Q: I want to use this series to see how the gap of InSb responds when the crystal is stretched evenly in all directions. The gap falls neatly and then I get six zeros in a row. Has the calculation stopped working, or has the crystal stopped responding?

Zinc-blende InSb, calculated with Ansatz 0.2.0 using HSE06, PAW potentials, a 420 eV plane-wave cutoff, a 4×4×4 k mesh and Fermi–Dirac smearing of 0.02 eV, without spin-orbit coupling. The cells are strained equally in all directions from a cell relaxed with r2SCAN. The band gap is the smallest one, whether direct or indirect.

```
volume (Å³/atom)  shortest distance (Å)  band gap (eV)
          32.192                  2.755          0.904
          33.198                  2.783          0.697
          33.873                  2.802          0.563
          34.224                  2.812          0.494
          35.272                  2.840          0.296
          36.341                  2.869          0.090
          36.807                  2.881          0.000
          37.431                  2.897          0.000
          37.984                  2.911          0.000
          38.542                  2.925          0.000
          39.676                  2.954          0.000
          41.335                  2.994          0.000
```

A: Begin with the part that behaves. From the first row down to 35.272 Å³/atom the gap shrinks by about 0.07 eV for each per cent of added volume. What two levels would have to move to produce that?

Q: The top of the filled bands and the bottom of the empty ones. But why should stretching bring them together?

A: Both sit at Γ, the centre of the Brillouin zone, where the orbitals repeat identically from cell to cell. The lowest empty level there is a single orbital, built from s orbitals of In and Sb in an antibonding combination. The highest filled level is a set of three equal orbitals, built from p orbitals in a bonding combination. I'll call them the singlet and the triplet.

Longer bonds mean weaker coupling between neighbours. An antibonding level, which coupling had pushed up, comes down; a bonding level, which coupling had pushed down, loses part of that gain. The singlet therefore sinks towards the triplet, and compression drives them apart. The same argument applies to any direct-gap zinc-blende semiconductor with these two levels at its band edges, so it gives you the sign of the effect in a related compound too.

Q: Then the singlet should simply go on sinking. What stops it at zero?

A: Nothing stops it. The column reports the distance from the highest filled to the lowest empty level, and that distance can't be negative. The levels themselves show what happens: at 38.542 Å³/atom the singlet lies 0.34 eV below the triplet. The two have changed places.

Q: If they have changed places, I would expect a gap to open again, with the singlet now filled and the triplet above it.

A: Count the electrons. Singlet and triplet together have room for eight, and six are available. Before the crossing the six fill the triplet exactly. Afterwards two go into the singlet and four are left for the triplet, which has six places. Cubic symmetry keeps its three orbitals at one energy, so filled and empty states meet there and the gap is exactly zero. Uniform stretching preserves that symmetry, which is why the zero persists to the end of the series.

Q: So the zeros are one break with one cause. Is the crossing at least where the smooth trend puts it?

A: Test it. I fitted two simple laws to the five rows with gaps above 0.2 eV. In one the gap is linear in the logarithm of the volume; in the other it follows the coupling between neighbours, taken as one over the squared bond length. They curve to either side of the five points, so together they give a fair idea of the uncertainty when the line is continued. The printed output after this exchange has the details.

Both laws still leave a small gap at 36.807 Å³/atom, of 0.01 to 0.03 eV. The table has zero there.

Q: That is a tiny difference. I would have called it agreement.

A: The zero conceals its size. In that row the Fermi level lies just above the triplet, and its height tells us how full the triplet is. The remaining electrons must be in the singlet, which comes out 96 per cent full and 0.05 eV below the triplet. The smearing entropy calculated from this filling matches that of the run, so the assignment is consistent.

Measured against the two laws, the singlet is therefore 0.06 to 0.07 eV too low. The last open row, 36.341 Å³/atom, leans the same way, but only by 0.01 to 0.02 eV. Neither row took part in the fits. What distinguishes these rows from the five before them?

Q: The singlet has begun to fill. Does it matter to a level whether it is occupied?

A: In a hybrid functional it does. Part of the exchange is calculated from the occupied orbitals, and an electron's exchange with its own orbital lowers that orbital's energy. An empty orbital gets no such reward. When electrons move from triplet to singlet, the singlet gains this term and the triplet loses some of it. The levels then move further in the direction that caused the transfer.

Q: But one orbital at one point of the zone should carry no weight in an infinite crystal.

A: In an infinite crystal it carries none. Here the zone is represented by 64 points, and Γ speaks for a whole 64th of it. Filling the singlet at Γ is treated as filling it throughout that patch, although the real inversion begins in a far smaller region. The shift can be estimated from the screened interaction at zero wave vector:

ΔE ≈ ¼ × π/(ω² N Ω) × 4/3 × f

Here ¼ is the share of exact exchange, ω the screening constant, N the number of mesh points, Ω the cell volume and f the filled fraction of the singlet. In atomic units the result is in hartree. The factor 4/3 arises because the singlet gains one full share while each of the three triplet orbitals loses a third of one.

Q: Let me put in the row at 36.807 Å³/atom. The cell has two atoms, so its volume is twice that, and I'll take ω as roughly 0.11 per bohr.

Ω = 2 × 36.807 Å³ ≈ 73.6 Å³ ≈ 497 bohr³

π/(ω² N Ω) ≈ 260/(64 × 497) ≈ 0.0082 hartree ≈ 0.22 eV

ΔE ≈ ¼ × 0.22 eV × 4/3 × 0.96 ≈ 0.07 eV

That is the size of the break!

A: It is, and no constant was adjusted to make it so. For the last open row smearing has filled only 16 per cent of the singlet, and the same formula gives about 0.01 eV, again the right size. Don't trust it beyond that: it leaves out how the moved charge alters the ordinary electrostatic potential, and the smooth laws themselves disagree by a comparable amount at larger volumes.

Q: Does that settle the cause?

A: It makes a strong case, and the triplet taken alone points the same way. Its energy falls by 0.33 eV per Å³/atom over the step before 36.341, by 0.30 across the crossing and by 0.31 over the step after it, so at the crossing it is lifted by about 0.01 eV, roughly the quarter of the shift that the formula assigns to it. But the mesh was the same in every row. The formula contains N in the denominator, so an 8×8×8 mesh, with eight times as many points, should cut the shift for a given filling to an eighth. Running the rows near the crossing on such a mesh would be the real test.

Q: Is there any trace of the refilling outside the band levels?

A: Look at the pressure. It falls as the cell expands, but between 36.341 and 36.807 Å³/atom it falls much less than the steps on either side suggest, leaving it about 0.3 GPa too high. An electron moved into the singlet sits in a level that sinks relative to the triplet on expansion, so it pushes the crystal outwards. Multiply the charge moved, about a fortieth of an electron per cell, by the slope of the gap with cell volume, and you get an extra pressure of nearly 0.4 GPa. The runs do warn that the stress was computed at loose thresholds, but the difference in free energy between these two rows gives nearly the same average pressure, so the kink isn't a product of that.

Q: So in an equation of state I might have mistaken that for a phase transition.

A: Easily, although the atoms keep the same arrangement throughout. The pressure supports the refilling and the large weight of Γ. Its size also backs the early filling: with the small gap the smooth laws still leave at 36.807 Å³/atom, smearing would fill the singlet only partly, and a smaller kink would be expected over this step. What the pressure can't tell is which term moved the levels, because it responds to the electrons moved, whatever moved them.

Q: Then, with a finer mesh, could I take the crossing near 36.9 Å³/atom as the point where real InSb loses its gap?

A: No, because spin-orbit coupling is absent, and in a compound of heavy atoms it is large. It splits the triplet by roughly 0.8 eV, a recalled value, and lifts its upper part by a third of that. On the logarithmic law the gap then closes near 35.4 Å³/atom, almost at the unstrained cell of this series, 35.272 Å³/atom.

Q: Yet the gap of 0.296 eV in that cell is close to the measured one, which I remember as about 0.2 eV.

A: Two errors oppose each other there. The unstrained cell is a few per cent larger in volume than the measured one, which lowers the gap, while leaving out spin-orbit coupling raises it. The cell was relaxed with the r2SCAN functional, but HSE06 would hardly change it: the HSE06 pressure there is only −0.12 GPa. Use the series for how fast the gap changes with volume while the singlet is still empty, and for which of the two levels ends up lower. For the volume at which the gap vanishes, you need spin-orbit coupling and a mesh on which Γ no longer speaks for so much of the zone. To say how far the crystal must be stretched to get there, you also need a realistic unstrained cell.

The analysis program printed:

```
fit of band_gap on 5 rows (band_gap > 0.2): constant 0.2944 +/- 0.0012, coefficient of lnv -6.657 +/- 0.023; rms 0.00119, worst 35.272 -0.00157, leave-one-out rms 0.00278
  rows outside the fit (model, value, miss): 36.341 0.09568, 0.09, 0.00568; 36.807 0.01087, 0, 0.0109; 37.431 -0.101, 0, -0.101; 37.984 -0.1987, 0, -0.199; 38.542 -0.2957, 0, -0.296; 39.676 -0.4888, 0, -0.489; 41.335 -0.7615, 0, -0.761
fit of band_gap on 5 rows (band_gap > 0.2): constant -9.383 +/- 0.027, coefficient of invd2 9.68 +/- 0.026; rms 0.000949, worst 33.873 -0.00115, leave-one-out rms 0.00218
  rows outside the fit (model, value, miss): 36.341 0.1063, 0.09, 0.0163; 36.807 0.02606, 0, 0.0261; 37.431 -0.07881, 0, -0.0788; 37.984 -0.1693, 0, -0.169; 38.542 -0.2585, 0, -0.258; 39.676 -0.4332, 0, -0.433; 41.335 -0.6743, 0, -0.674
gap change per 1 percent of volume, ln V law (eV): -0.06657
volume where the ln V law reaches zero (A3/atom): 36.87
volume where the 1/d2 law reaches zero (A3/atom): 36.96
rough volume of zero gap with spin-orbit, ln V law (A3/atom): 35.42
filled share of the singlet at 36.341: 0.1637
filled share of the singlet at 36.807: 0.9571
entropy term from this filling over that of the run at 36.807: 1
singlet less triplet at 36.341 and 36.807 and 38.542 (eV): 0.09, -0.04696, -0.3382
break against the ln V law, same rows (eV): -0.005683, -0.05783, -0.04245
break against the 1/d2 law, same rows (eV): -0.01632, -0.07302, -0.07971
rough self-exchange estimate, same rows (eV): -0.01228, -0.0709, -0.07074
pressure kink between 36.341 and 36.807 (GPa): 0.3349
kink expected from refilling the singlet (GPa): 0.3592
```
